Single-oscillator insulator: Penn formula and the separation of absorption and loss peaks

Conventions. SI units, energies in eV, w = ħω, fields ∝ exp(−iωt), w → w + i0. The Coulomb kernel is v_G = e²/(ε₀|q+G|²) for reciprocal-lattice vector G, v₀ is its G = 0 term, and q → 0. Absorption means Im ε_M and loss means −Im 1/ε_M, with ε_M the macroscopic dielectric function.

Statement. Let all optical strength of an insulator sit in one transition of energy E_P and oscillator strength f per electron, at electron density n, and let W² = f ħ²ne²/(ε₀m). The RPA without local fields gives

ε_M(w) = 1 + W²/(E_P² − w²),
1/ε_M(w) = 1 − W²/(E_L² − w²), E_L² = E_P² + W².

(a) ε_M(0) = 1 + (W/E_P)² = (E_L/E_P)². Penn (1962) obtained this form from an isotropic nearly-free-electron model, with a prefactor somewhat below one, a role played here by f.
(b) Absorption peaks at E_P, loss at E_L.
(c) The separation comes from v₀ alone. Local fields and a static exchange-correlation kernel move both peaks but leave the difference of their squares equal to W².
E_P is an average gap, not the fundamental one.

Model. Each electron occupies a real localised orbital |v⟩ coupled to one real empty orbital |c⟩ an energy E_P higher; the bands are flat. For small q, |⟨v|exp(−iq·r)|c⟩| = qd, with d the dipole length along q, and f = 2mE_P d²/ħ². A harmonic well has f = 1 exactly.

Proof of (a) and (b). The independent-particle response has a resonant and an antiresonant term:

χ⁰ = nq²d² [1/(w − E_P) − 1/(w + E_P)] = nq²d² g, g = 2E_P/(w² − E_P²),

which equals nfħ²q²/[m(w² − E_P²)]. Define K = v₀nq²d² = ne²d²/ε₀, independent of q; then 2E_P K = W². Hence ε_M = 1 − v₀χ⁰ = 1 − Kg, the first formula. The Dyson equation χ = χ⁰/(1 − v₀χ⁰) and 1/ε_M = 1 + v₀χ give the second. For w > 0,

Im ε_M = (πW²/2E_P) δ(w − E_P), −Im 1/ε_M = (πW²/2E_L) δ(w − E_L),

and both obey ∫ w(…)dw = πW²/2. Between E_P and E_L, ε_M is negative.

The pole of χ is also an eigenvalue of a 2×2 problem. Only the in-phase singlet sum of all transitions carries macroscopic charge density, and its excitation and de-excitation amplitudes are coupled by the matrix

[[E_P + K, K], [−K, −E_P − K]],

with eigenvalues ±√(E_P² + 2E_P K) = ±E_L. Without v₀, K = 0 and they return to ±E_P.

General statement and proof of (c). In TDDFT χ = χ⁰ + χ⁰(v + f_xc)χ, with matrices in G, G′, and 1/ε_M = 1 + v₀χ₀₀. Let χ̄ solve the same equation with v replaced by v̄, which is v with v₀ set to zero. Eliminating χ⁰ gives χ_GG′ = χ̄_GG′ + χ̄_G0 v₀ χ_0G′, so χ₀₀ = χ̄₀₀/(1 − v₀χ̄₀₀) and ε_M = 1 − v₀χ̄₀₀. Absorption is −v₀ Im χ̄₀₀ and loss is −v₀ Im χ₀₀: for any crystal and kernel the two spectra differ only through v₀.

In the model χ⁰_GG′ = nρ_G ρ*_G′ g with ρ_G = ⟨v|exp(−i(q+G)·r)|c⟩. This matrix has rank one, so for a frequency-independent kernel the series is geometric:

χ̄₀₀ = nq²d² · 2E_P/(w² − E_T²), E_T² = E_P² + 2E_P K̄,
K̄ = n Σ_GG′ ρ*_G (v̄ + f_xc)_GG′ ρ_G′.

Then ε_M = 1 + W²/(E_T² − w²), with pole at E_T and zero at E_L² = E_T² + W². The formulas written in terms of W (ε_M, 1/ε_M, (a), the δ-peak weights and the sum rules) hold with E_P replaced by the absorption energy E_T at fixed W, and a gap fitted to ε_M(0) is E_T, which already contains K̄. The relations f = 2mE_P d²/ħ² and W² = 2E_P K keep the bare E_P. In the 2×2 matrix E_P stays and K becomes K + K̄, giving eigenvalues ±√(E_T² + 2E_P K) = ±E_L.

Numbers for diamond. Inputs: a valence loss peak at a typical 33 eV, which is E_L and not W; the compiled high-frequency dielectric constant ε∞ = 5.7 (Skelton 2020), identified with ε_M(0); a typical lattice constant of 3.567 Å. The first two fix the model, with K̄ = 0, and therefore do not test it. Third figures serve the arithmetic only.

E_L/E_P = √ε∞ = 2.39
E_P = E_L/√ε∞ = 13.8 eV
W = E_L √(1 − 1/ε∞) = 30.0 eV
K = E_L(ε∞ − 1)/(2√ε∞) = 32.5 eV
E_L − E_P = 19.2 eV

K exceeds E_P, so v₀ is no perturbation: dropping the off-diagonal blocks (Tamm–Dancoff) puts the loss peak at E_P + K = 46.3 eV. With 32 valence electrons per cubic cell, n = 0.705 Å⁻³ and the free-electron plasma energy is 31.2 eV, so f = 0.92 and d = 0.50 Å. Imposing f = 1 instead of the 33 eV input gives E_P = 14.4 eV and E_L = 34 eV. Using the compiled fundamental gap of 5.48 eV (Chen 2018) for E_P with f = 1 gives ε_M(0) = 33 against the compiled 5.7: most strength lies far above that gap.

Damping. Replacing w² by w² + iγw gives both spectra the shape W²γw/[(a² − w²)² + γ²w²], with a = E_P or E_L, and preserves the sum rule. The maximum lies at

w² = [2a² − γ² + √((2a² − γ²)² + 12a⁴)]/6,

or w ≈ a − γ²/(8a) for γ ≪ a. An illustrative γ = 10 eV, at fixed E_P and W, moves the model's peaks to 12.9 and 32.6 eV, shifts small beside their separation.

Limits. These energies are the model's, not diamond's. Real interband absorption is a band whose threshold is set by the fundamental gap, well below E_P. Matching ε_M(0) and the f-sum makes E_P⁻² the strength-weighted mean of the inverse squared transition energies, which need not mark the maximum of Im ε_M.